### Which layer owns the higher empty states?

The crystal MoWSe4 in this table is a stack of two kinds of layer. Its short hexagonal edge leaves room for one metal atom in each layer, so MoSe2 and WSe2 alternate. An electron lifted across the gap enters states that on average belong more to one layer than to the other, and its energy decides which.

The density of states (DOS) counts the states per eV in one cell, with both spins included. The columns DOS Mo 4d, DOS W 5d and DOS Se 4p give the parts carried by these atomic shells, selenium summed over its four atoms. Zero energy lies inside the gap. Above the gap Mo leads W at first, and from 1.65 eV to the last known row W leads Mo. Does W keep its lead in the next three rows?

Density of states of MoWSe4 (P-6m2, 6 atoms per cell, a = 3.278 Å, c = 12.765 Å) from Ansatz 0.2.0: scalar-relativistic LDA with PAW, no spin polarisation, cutoff 420 eV, k mesh 9×9×2 (14×14×3 for the density of states). Energies are relative to the Fermi level. Values are tetrahedron averages over 0.2 eV bins, with Löwdin projections on atomic shells summed over sites.

```csv
energy (eV),density of states total (states/eV/cell),DOS Se 4p (states/eV/cell),DOS Mo 4d (states/eV/cell),DOS W 5d (states/eV/cell)
-4.75,3.02,1.96,0.4,0.38
-4.55,5.96,3.65,0.99,0.76
-4.35,4.94,3.04,0.78,0.62
-4.15,3.68,2.30,0.59,0.51
-3.95,4.17,2.61,0.69,0.63
-3.75,6.66,4.08,1.18,1.13
-3.55,5.47,3.07,1.23,0.98
-3.35,3.47,1.89,0.78,0.66
-3.15,3.34,1.86,0.69,0.65
-2.95,6.28,3.75,1.09,1.09
-2.75,7.34,4.46,1.34,1.2
-2.55,6.07,3.96,0.92,0.89
-2.35,6.52,3.91,1.28,1.08
-2.15,5.36,3.52,0.87,0.73
-1.95,4.86,3.08,0.8,0.78
-1.75,3.39,1.68,0.89,0.67
-1.55,6.10,2.25,2.06,1.54
-1.35,5.95,2.43,1.56,1.7
-1.15,3.92,1.39,1.21,1.14
-0.95,2.26,0.78,0.62,0.75
-0.75,0.89,0.27,0.17,0.4
-0.55,0.29,0.09,0.06,0.11
-0.35,0.01,0,0,0
-0.15,0,0,0,0
0.05,0,0,0,0
0.25,0,0,0,0
0.45,0.25,0.08,0.09,0.06
0.65,1.52,0.50,0.59,0.32
0.85,3.50,0.97,1.82,0.49
1.05,4.30,0.97,2.57,0.55
1.25,4.95,1.46,1.94,1.19
1.45,8.51,2.33,3.97,1.58
1.65,7.01,2.23,1.89,2.42
1.85,6.22,2.12,1.4,2.31
2.05,8.84,3.40,1.47,3.4
2.25,4.91,1.85,0.75,1.92
2.45,5.30,2.13,0.95,1.78
2.65,?,?,?,?
2.85,?,?,?,?
3.05,?,?,?,?
```

### A profile that repeats

Two limits frame the bands. If metal d and Se 4p orbitals did not mix, each band would be purely one or the other. If one metal and one selenium orbital had equal energies and mixed, both resulting bands would be half metal and half selenium. The table lies between: in the known rows the empty bands are antibonding mixtures in which the metals have the larger part, yet at 2.45 eV Se 4p still carries 2.13 of the total 5.30.

The two metals differ in how high they place these bands. W 5d orbitals lie higher than Mo 4d orbitals and reach further out, so they overlap more with selenium, and both effects push antibonding bands up. This is standard chemistry, not something the table isolates. If the metals were identical, their profiles would coincide; if they differed only by a rise in energy, the W profile would be a displaced copy of the Mo profile.

The known rows come close to such a displaced copy. Mo has its highest bin at 1.45 eV and W at 2.05 eV, which is 0.6 eV further up. Over the known conduction bins a copy moved by this amount misses the W values by 0.38 states/eV (root mean square), less than half the misfit of a copy moved by 0.4 or 0.8 eV. The copy does miss a weak W tail at the lowest energies, so 0.6 eV describes the profiles and is not the offset between the band edges of the layers.

### What the Mo layer still owes

The copy forecasts W, because the Mo values it needs are known. Mo itself calls for another argument, a count of states. In the trigonal prism of selenium atoms usual for these compounds, each metal formally keeps two d electrons, which fill one of its five d-derived bands. The other four are empty and hold 8 states per layer.

When the known conduction bins are divided between the layers in proportion to their metal d weight, the Mo layer still lacks 2.42 of its 8 states. By this estimate they lie higher up, but the count does not tell how far they spread. Crowded into 0.4 eV they would give a tall peak, and stretched over 1.6 eV a low plateau. A width of 0.65 eV is taken here as a judgement between these limits.

The row at 2.85 eV shows the whole estimate. For W, one looks 0.6 eV lower, at 2.25 eV, and reads the Mo value 0.75. For Mo, the states still due are multiplied by the metal share of the last three known bins, 0.54, and divided by the width; the sum of both metals divided by the same share gives the total:

$$D_{\mathrm{Mo}} \approx \frac{2.42 \times 0.54}{0.65} \approx 2.0, \qquad D_{\mathrm{total}} \approx \frac{0.75 + 2.0}{0.54} \approx 5.1 .$$

### The forecasts

In order of rising energy, W 5d should be about 1.5, 0.75 and 0.95 states/eV, each ±0.8, with its lowest value at 2.85 eV. The bar is twice the misfit of the copy in the known bins.

Mo 4d should be about 2.0 in each row, with a range from 0.8 to 3.3. That is above the W forecast in every row, so Mo should retake the lead. This is the less secure forecast, since it rests on a judged width.

The total should be about 6.4, 5.1 and 5.5, each ±2.7, so no second gap opens. The Se 4p share of the total is carried on from the last three known bins as 0.39 ± 0.08.

The withheld rows as computed:

```csv
energy (eV),density of states total (states/eV/cell),DOS Se 4p (states/eV/cell),DOS Mo 4d (states/eV/cell),DOS W 5d (states/eV/cell)
2.65,4.05,1.70,0.73,1.31
2.85,3.48,1.67,0.91,0.67
3.05,5.25,2.43,1.55,0.85
```

### A shape and an area

The W forecast holds in all three rows. W falls to its lowest value, 0.67, at 2.85 eV and then recovers, and each forecast lies within 0.2 of the computed value, closer than the known bins gave reason to expect. Had W simply stayed at its recent average of 2.4, it would have been more than 1 state/eV higher in every row. The dip seen earlier in Mo does return in W, 0.6 eV further up.

The Mo forecast is too high throughout. At 2.65 eV Mo reaches only 0.73, below the stated range, and W still leads. Mo takes the lead at 2.85 eV, but mainly because W has dropped; its own rise above the last known value comes only at 3.05 eV.

The count suggests where the error lies. The three rows, each 0.2 eV wide, hold $0.2 \times (0.73 + 0.91 + 1.55) \approx 0.64$ states of Mo 4d, while $2.42 \times 0.54 \approx 1.3$ were due. If the count is right, about half of them lie above the table, and the Mo bands spread further than was judged. A copied profile carries peaks and dips with it, whereas a count fixes only an area.

The totals stay within their wide bars but inherit the Mo error, and the first is too high by 2.4. The Se 4p share leaves its range at 2.85 eV, where it reaches 0.48 and, as at 3.05 eV, slightly exceeds the share of the two metal d shells together. It had already grown from its lowest value above the gap, 0.23 at 1.05 eV, to 0.40 at 2.45 eV, and holding it constant ignored that growth. Stronger mixing both raises an antibonding band and gives it more selenium character, which would account for the direction, though a single pair of orbitals with the metal higher would stop at equal shares.

The safer reading is the order of the first two groups: Mo-rich states first, then W-rich ones. Mo's return to the lead is seen in two bins only, and at 2.85 eV it depends on the dip in W, which spin–orbit coupling, absent here and strong in tungsten, could reshape. The energies themselves are less safe too. LDA usually makes gaps too small, so the real empty states should start higher above the filled ones. The geometry was not relaxed in this run, and forces of about 0.5 eV/Å remain on the selenium atoms. The lowest empty state found lies inside the Brillouin zone, not at its corner, and the run warns that the gap is smaller between mesh points, so the faint first bins mark no exact band edge. The output printed below lists the forecasts and the computed values.

Printed output of the fit:

```
rms misfit of W 5d to Mo 4d moved up 0.4 eV (states/eV/cell): 0.8134
rms misfit of W 5d to Mo 4d moved up 0.6 eV (states/eV/cell): 0.382
rms misfit of W 5d to Mo 4d moved up 0.8 eV (states/eV/cell): 0.9348
states in all known conduction bins (per cell): 11.06
empty states still missing in the Mo layer (per cell): 2.419
metal d share of the last three known bins: 0.5391
W 5d forecast at 2.65 2.85 3.05 eV (states/eV/cell): 1.47, 0.75, 0.95
W 5d error bar plus or minus (states/eV/cell): 0.7639
Mo 4d forecast for each withheld row (states/eV/cell): 2.007
Mo 4d forecast lower end (states/eV/cell): 0.8152
Mo 4d forecast upper end (states/eV/cell): 3.261
total forecast at 2.65 2.85 3.05 eV (states/eV/cell): 6.449, 5.113, 5.484
total error bar plus or minus (states/eV/cell): 2.674
Se 4p share forecast with judged bar of 0.08: 0.3874
rival forecast of W 5d as its recent average (states/eV/cell): 2.367
W 5d computed (states/eV/cell): 1.31, 0.67, 0.85
W 5d forecast less computed (states/eV/cell): 0.16, 0.08, 0.1
Mo 4d computed (states/eV/cell): 0.73, 0.91, 1.55
Mo 4d forecast less computed (states/eV/cell): 1.277, 1.097, 0.4566
total computed (states/eV/cell): 4.05, 3.48, 5.25
total forecast less computed (states/eV/cell): 2.399, 1.633, 0.2342
Se 4p share computed: 0.4198, 0.4799, 0.4629
```
